Four atoms, each free to move in three directions, give twelve vibrations. Three of them shift the whole crystal and have no frequency, which leaves nine, and the degeneracies in the table add up to nine. What separates the six levels is mostly which atoms move and against what spring. A frequency grows as the square root of spring over mass, so one known frequency and the atomic masses already go a long way.

Zone-centre phonons of wurtzite SiC (a = 3.056, c = 5.016 Å) at zero average electric field, with infrared intensity and static Raman activity summed over each degenerate level. Computed with Ansatz 0.2.0 in the LDA without spin polarisation, using scalar-relativistic plane-wave PAW, a 420 eV cutoff and a 12×12×6 k mesh.

```
row  phonon frequency (cm⁻¹)  degeneracy  infrared intensity ((D/Å)²/amu)  raman activity (Å^4/amu)
  1                    258.0           2                                0                      0.16
  2                    599.1           1                                0                         0
  3                    767.5           2                                0                      19.8
  4                    771.0           1                             45.9                      58.5
  5                    801.0           2                             79.6                      16.7
  6                    840.6           1                                0                         0
```

The rule is f = A·g/√m. Here f is the phonon frequency in cm⁻¹, m the moving mass in atomic mass units and A a constant that stands for the Si–C spring. The factor g is 1 except in rows 2 and 6, where an electric force stiffens the spring.

The simpler system behind the rule is a straight chain of heavy and light balls joined by equal springs. If all heavy balls swing together against all light ones, the moving mass is the reduced mass of a pair. If neighbouring balls of the same kind move in opposite directions, the balls of the other kind are pulled equally from both sides and stand still, so the moving mass is that of one ball. Both patterns occur in SiC. The chain has no charges and no sideways motion, and those are two important points where the crystal departs from it.

**Row 1: sliding layers**

Wurtzite SiC is a stack of double layers, each made of a silicon sheet and a carbon sheet. Three slanted bonds per atom hold a double layer together, and one upright bond along c joins it to the next. In row 1 the silicon and carbon sheets of a double layer move sideways in the same direction and by nearly the same amount, as the computed displacements show, so the double layers slide past each other almost as rigid plates. To first order, sliding tilts the upright bond without stretching it.

A rule built on bond stretching therefore gives zero here, while the calculation gives 258 cm⁻¹. In a picture of springs, that frequency comes from the resistance of bonds to bending, for which the rule has no parameter. Row 1 lies outside its range.

**Row 2: silicon alone**

In row 2 the silicon sheets move up and down along c, each against the next silicon sheet, and carbon hardly moves. This is the second pattern of the chain, with silicon as the moving mass. With g = 1 the rule gives 430 cm⁻¹, which is 28 % below the computed 599. The spring is clearly stiffer than the one that rows 4 and 5 feel.

The likely reason is electrical. When all silicon sheets move together against carbon, as in row 4, the crystal becomes polarised. In a wave that runs along c, a field then builds up that pushes the sheets back. The frequencies in the table are computed with the average field held at zero, which removes that push. In row 2 neighbouring sheets move oppositely, the average field is zero anyway, and nothing is removed.

Which spring row 2 should feel follows from a property of charged sheets. The field of a wide, evenly charged sheet is the same at any distance, so a sheet that moves along its normal does not change the force on its neighbours. If silicon sheets act on each other in no other way, each one feels the same spring whether the next moves with it or against it. That spring is the one of the longitudinal polar vibration, in which the field is left in place.

For a single polar vibration along c, the field multiplies the spring by the ratio of the static to the electronic dielectric constant. The same calculation gives 11.3 and 7.25 for these, so g = √(11.3/7.25) = 1.25. The estimate for row 2 rises to 537 cm⁻¹, still 10 % too low. The field accounts for most of the gap but not for all of it.

**Rows 3 to 5: silicon against carbon**

In these three levels the silicon and carbon sheets of each double layer move against each other, and the moving mass is close to the reduced mass. Rows 4 and 5 set the constant A, so they are no test of it. For row 4 the steps are:

- reduced mass: 28.1 × 12.0 / (28.1 + 12.0) = 8.41, with square root 2.90
- constant: the mean of rows 4 and 5 is 786 cm⁻¹, and 786 × 2.90 gives A ≈ 2280
- estimate: 2280 / 2.90 = 786 cm⁻¹, against 771 in the table

The miss of 2 % in row 4, and a similar one of opposite sign in row 5, is the price of using one spring for motion along c and across it.

Row 3 was not used for A, and the rule puts it 2.4 % too high. The reason ties it to row 1. In row 5 the sideways motion strains both the slanted bonds and the upright one. In row 3 the atoms at the two ends of the upright bond move the same way, so that bond contributes little, and its bending spring is at work in row 1 instead.

With springs between unlike neighbours only, the squares of rows 1 and 3 should add up to the square of row 5. The root of their sum is 810 cm⁻¹, about 1 % above row 5. That is a mild test, because row 1 adds little to the sum. Turned round, the relation estimates row 1 from rows 3 and 5, and the result is 11 % too low. The picture is therefore good enough for a first estimate of the sliding vibration.

Anyone comparing with a measured spectrum should note that rows 4 and 5 are the transverse frequencies. The longitudinal partner of row 4, with its field restored, belongs near 963 cm⁻¹ in this calculation and has no row of its own.

**Row 6: carbon alone**

Row 6 mirrors row 2. Carbon sheets move along c against each other and silicon stands nearly still, so m = 12.0 and the field factor applies. The estimate is 2280 × 1.249 / √12.01 ≈ 822 cm⁻¹. The table has 841, so the rule is about 2 % low for a row that did not enter A. Without the field factor it would be 22 % low.

Part of this close agreement comes from A, which averages in the stiffer sideways motion of row 5. Built on row 4 alone, which moves along c as rows 2 and 6 do, the estimates fall to 806 cm⁻¹ for row 6 and 527 for row 2. Both are then too low, by 4 % and 12 %. The missing stiffness is expected to come from further forces between sheets of the same kind, which the rule leaves out. Such forces are idle in row 4, where all sheets of one kind move together, and at work in rows 2 and 6, where neighbouring sheets of one kind move oppositely.

**The infrared column**

Intensity follows from the same displacements. In rows 1, 2, 3 and 6 the two halves of the cell move oppositely and their dipoles cancel, so these levels absorb no infrared light. In rows 4 and 5 the two Si–C pairs of the cell add up. The intensity for each direction of motion is then 2·(4.80·Z)²/m, where Z is the effective charge that moves with an atom, in elementary charges, and 4.80 converts to debye per ångström.

With one charge of 2.79 for both rows, the estimate is 7 % low for row 4 and 8 % high for row 5. That charge was worked back from these two intensities, so the formula condenses them and does not predict them. It does explain their order. Row 5 has the larger total because it contains two directions, yet for each direction row 4 is stronger, 45.9 against 39.8, since the effective charge is larger along c. The same run lists it directly, as the Born charge: 2.89 along c and 2.69 across it.

**Where the rule can be used**

The printed analysis below lists the estimates row by row. For stretching vibrations not used to set A, the frequency rule comes within about 2 % in rows 3 and 6 and 10 % in row 2. These are distances from an LDA calculation that used PAW datasets made for PBE, not from experiment. The dielectric ratio comes from the same run, so a hand estimate for another crystal needs its own ratio as well as one known transverse frequency.

For a related wurtzite compound, the step to take over is the sorting by moving mass. By the rule, the upper of the levels of types 2 and 6 exceeds the lower by the factor √(heavy mass / light mass), whatever the spring, and the heavy atom moves in the lower one. For SiC this factor is about 1.5, while the table gives 1.4, so it is a guide and not a precise value. Sliding vibrations like row 1 need a bending spring of their own.

Raman activity is beyond this kind of estimate. Silicon and carbon share the motion in the same proportion in rows 4 and 5, yet for each direction row 4 is seven times as active. Raman activity depends on how the electron cloud's polarisability changes as the atoms move, and masses and springs do not contain that.

Output of the analysis:

```
fit of freq on 2 rows (ir > 0): coefficient of x 2280 +/- 44; rms 15, worst 4 15, leave-one-out rms 30
  rows outside the fit (model, value, miss): 1 0, 258, -258; 2 537.3, 599.1, -61.8; 3 786, 767.5, 18.5; 6 821.5, 840.6, -19.1
Frequency rule:
  row  moving mass (amu)  estimate (cm-1)  miss (%)  estimate without field factor (cm-1)  its miss (%)
    1              8.413                0      -100                                     0          -100
    2              28.09            537.3    -10.32                                 430.2        -28.19
    3              8.413              786      2.41                                   786          2.41
    4              8.413              786     1.946                                   786         1.946
    5              8.413              786    -1.873                                   786        -1.873
    6              12.01            821.5    -2.268                                 657.8        -21.74
Reduced mass of Si and C (amu): 8.413
Field factor g on the frequency: 1.249
Mean size of miss, rows 2 to 6 (%): 3.764
Longitudinal polar frequency along c (cm-1): 962.9
Row 2 estimated from c-axis values alone (cm-1): 527
Row 6 estimated from c-axis values alone (cm-1): 805.9
Root of summed squares, rows 1 and 3 (cm-1): 809.7
Its excess over row 5 (%): 1.087
Root of summed squares, rows 2 and 6 (cm-1): 1032
Its excess over the longitudinal polar frequency (%): 7.204
Infrared rule:
  row  intensity per direction  effective charge (e)  estimate with one charge ((D/A)^2/amu)
    1                        0                     0                                       0
    2                        0                     0                                       0
    3                        0                     0                                       0
    4                     45.9                 2.893                                    42.8
    5                     39.8                 2.694                                   85.59
    6                        0                     0                                       0
Mean effective charge (e): 2.793
Infrared miss of row 4 (%): -6.763
Infrared miss of row 5 (%): 7.527
Raman activity per direction, row 4 over row 5: 7.006
```
